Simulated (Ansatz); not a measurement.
## A series in volume per atom on MgS

Periodic Kohn-Sham DFT of a crystal at fixed atoms; pressure and stress are positive in compression; the energy is the free energy less that of spherical unpolarised free atoms; site moments are those in the method's own spheres, positive along +z. The results are calculated, by Ansatz 0.2.0.

Cell of the first row (space group Fm-3m, No. 225):
```
CELL_PARAMETERS angstrom
0.00000 2.54850 2.54850
2.54850 0.00000 2.54850
2.54850 2.54850 0.00000
ATOMIC_POSITIONS crystal
Mg 0.00000 0.00000 0.00000
S 0.50000 0.50000 0.50000
```

Settings of every row: method all-electron LAPW; functional LDA; relativity scalar; k mesh 8x8x8; filling fermi-dirac; smearing width 0.01 eV; basis error target 0.25 meV/atom; nucleus gaussian.

Atom start moment: 0 on all atoms.

```csv
row,volume per atom (Å³),energy less free atoms (eV/atom),pressure (GPa)
1,16.553,-4.7394,1.661
2,16.905,?,?
3,17.257,-4.7389,-1.786
4,17.433,-4.7365,-2.54
5,17.609,-4.7333,-3.254
6,17.786,-4.7294,-3.932
7,17.962,-4.7247,-4.574
8,18.314,-4.7133,-5.762
9,18.666,-4.6994,-6.83
```

Question: what energy less free atoms and pressure should row 2 give?

Worked fit of energy less free atoms. Take u = (V_r/V)^(2/3) − 1 with V_r = 17.698 Å³ an atom, which is twice the finite (Eulerian) strain; such expansions in the strain, on which the Birch-Murnaghan equation of state is built, carry the rest volume and the bulk modulus. The shown rows have u = 0.0456, 0.01696, 0.01011, 0.00337, -0.0033, -0.00982, -0.02255, -0.03488. Least squares give energy less free atoms = −4.73143 − 0.596 × u + 9.24 × u² eV/atom; a straight line predicts inner rows, each left out in turn, worse (root mean square 0.0048 against 2.9e-05 eV/atom). All shown rows lie on it to the printed digit. Its lowest point lies at u = 0.0323, or V = 16.88 Å³ an atom, and the curvature there gives the bulk modulus at fixed shape and fractions, B = (4/9)(1 + u)² E″(u)/V = 83.1 GPa. The withheld row has u = 0.03103, so the fit gives −4.73143 − 0.596 × (0.03103) + 9.24 × (0.03103)² = -4.7410 eV/atom.

The calculation gave -4.741 eV/atom. The fit meets it to the printed digit.

Worked fit of pressure. Take u = (V_r/V)^(2/3) − 1 with V_r = 17.698 Å³ an atom, which is twice the finite (Eulerian) strain; such expansions in the strain, on which the Birch-Murnaghan equation of state is built, carry the rest volume and the bulk modulus. The shown rows have u = 0.0456, 0.01696, 0.01011, 0.00337, -0.0033, -0.00982, -0.02255, -0.03488. Least squares give pressure = −3.5995 + 102.036 × u + 279.6 × u² + 277 × u³ GPa; a parabola predicts inner rows, each left out in turn, worse (root mean square 0.0044 against 0.0017 GPa). The rows lie off it by 0.000, 0.001, -0.001, -0.002, 0.001, 0.001, -0.001, 0.000. The pressure vanishes at u = 0.0323, or V = 16.87 Å³ an atom, and there the bulk modulus at fixed shape and fractions is B = −V dP/dV = (2/3)(1 + u) dP/du = 83.3 GPa. The withheld row has u = 0.03103, so the fit gives −3.5995 + 102.036 × (0.03103) + 279.6 × (0.03103)² + 277 × (0.03103)³ = -0.156 GPa.

The calculation gave -0.154 GPa. The fit lies 0.002 GPa (1.3 % of the value, 0.024 % of the column's range) below it; its largest miss of a shown row is 0.002 GPa.
